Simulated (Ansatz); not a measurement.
## Zr: pressure against volume per atom

All results are calculated (Ansatz 0.2.0). Periodic Kohn-Sham DFT of a crystal at fixed atoms; pressure and stress are positive in compression; the energy is the free energy less that of spherical unpolarised free atoms; site moments are those in the method's own spheres, positive along +z.

Cell of the first row (space group P6_3/mmc, No. 194):
```
Zr
1.0
      3.1660     0.0000     0.0000
     -1.5830     2.7419     0.0000
      0.0000     0.0000     5.0419
Zr
2
Direct
  0.33333 0.66667 0.25000
  0.66667 0.33333 0.75000
```

Settings of every row: method all-electron PAW; functional LDA; relativity scalar; k mesh 13x13x7; filling fermi-dirac; smearing width 0.03 eV; nucleus gaussian.

Atom start moment: 0 on all atoms.

| row | volume per atom (Å³) | pressure (GPa) |
| --- | --- | --- |
| 1 | 21.884 | -0.354 |
| 2 | 22.35 | -2.442 |
| 3 | 22.815 | -4.348 |
| 4 | 23.048 | -5.237 |
| 5 | 23.281 | -6.088 |
| 6 | 23.514 | -6.903 |
| 7 | 23.746 | ? |
| 8 | 24.212 | -9.139 |
| 9 | 24.678 | -10.469 |

Question: what pressure should row 7 give?

Worked fit of pressure. Take u = (V_r/V)^(2/3) − 1 with V_r = 23.164 Å³ an atom, which is twice the finite (Eulerian) strain; such expansions in the strain, on which the Birch-Murnaghan equation of state is built, carry the rest volume and the bulk modulus. The shown rows have u = 0.03862, 0.02414, 0.01017, 0.00335, -0.00335, -0.00995, -0.02907, -0.04133. Least squares give pressure = −5.6663 + 127.207 × u + 266.67 × u² GPa; a straight line predicts inner rows, each left out in turn, worse (root mean square 0.14 against 0.0025 GPa). The rows lie off it by 0.002, -0.002, -0.003, 0.000, 0.001, 0.003, 0.000, -0.001. The withheld row has u = -0.01641, so the fit gives −5.6663 + 127.207 × (-0.01641) + 266.67 × (-0.01641)² = -7.682 GPa.

The calculation gave -7.681 GPa. The fit lies 0.001 GPa (0.0099 % of the column's range) below it, one unit of the last digit.
